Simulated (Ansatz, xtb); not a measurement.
# Two isomers of ClGeH5N2

Structure a: `[NH]=[Ge@H-]([NH3+])[Cl]`, a singlet. Structure b: `N[NH][GeH2][Cl]`, a singlet. Both are isolated molecules in the gas phase, relaxed with B3LYP-D3(BJ)/def2-SVP, each in the lowest conformer that the search found.

Energies in hartree; the thermal terms are from B3LYP-D3(BJ)/def2-SVP harmonic frequencies (ideal gas, rigid rotor, one conformer each, 298.15 K, 1 atm) and include the zero-point energy:

|  | a | b |
| --- | --- | --- |
| E, CCSD(T)/def2-SVP | −2646.951078 | −2646.948896 |
| E, MP2/def2-SVP | −2646.901628 | −2646.894772 |
| E, MP2/def2-TZVPP | −2647.636824 | −2647.621544 |
| zero-point energy | 0.060951 | 0.060569 |
| H(298 K) − E | 0.068822 | 0.067759 |
| G(298 K) − E | 0.029694 | 0.029549 |

Question: Correct the CCSD(T) difference for the basis set by the MP2 change, then work out ΔE, ΔE₀, ΔH and ΔG for a → b in kJ/mol (1 Eh = 2625.50 kJ/mol) and the equilibrium ratio [b]/[a].

Answer: 1. Differences b − a: CCSD(T) +0.002182, MP2 in the small set +0.006856, MP2 in the large set +0.015280 Eh.
2. ΔE = +0.002182 + (+0.015280 − (+0.006856)) = +0.010606 Eh = +27.85 kJ/mol.
3. ΔE₀ = ΔE + ΔZPE = +0.010606 + (−0.000382) Eh = +26.84 kJ/mol.
4. ΔH = ΔE + (−0.001063) Eh = +25.06 kJ/mol.
5. ΔG = ΔE + (−0.000145) Eh = +27.47 kJ/mol, so ΔS = (ΔH − ΔG)/T = −8.1 J/(mol K).
6. kT = 0.9442 mEh, so K = [b]/[a] = exp(−ΔG/kT) = exp(−11.08) ≈ 1.5 × 10^−5.

Structure a is favoured at this temperature. An error of 4 kJ/mol in ΔG would change K by a factor of 5. The basis-set step is large, which makes the value less sure. HF/def2-SVP gave ΔE the other sign. Mirror images and further conformers aren't counted.

As drawn, b has 1 N–N, 1 Ge–H in place of 1 Ge=N, 1 N–H.

Other levels gave ΔE = +4.9 (B3LYP-D3(BJ)/def2-SVP); −27.8 (HF/def2-SVP); +18.0 (MP2/def2-SVP); +5.7 (CCSD(T)/def2-SVP) kJ/mol. The correlated steps freeze 16 core orbitals; the filled d shell of Ge is correlated, in a basis made for valence electrons. Programs: Ansatz 0.2.0.

Isomer a, in essence an ammonia adduct of a chlorogermanimine, lies below the germylhydrazine b by 27.47 kJ/mol in free energy. The preference is almost wholly electronic, as the thermal terms nearly cancel between two intact molecules of the same composition. The main reason is probably the N–N single bond in b, weakened by repulsion between adjacent lone pairs. Isomer a avoids it and gains a strong N–H bond, while ammonia donation to the electrophilic germanium eases the cost of a weak, strongly polarised Ge=N π bond. Electron correlation favours a, which suggests that Hartree–Fock underestimates the binding in its compact, polar Ge–N framework.

The result supports an equilibrium preference between these two isomers, not the persistence of a. Proton transfer from the bound ammonia to the basic imide nitrogen would give the diaminochlorogermane, with two ordinary Ge–N single bonds, which is probably far more stable than either; the barrier to that step would decide whether a could be observed.
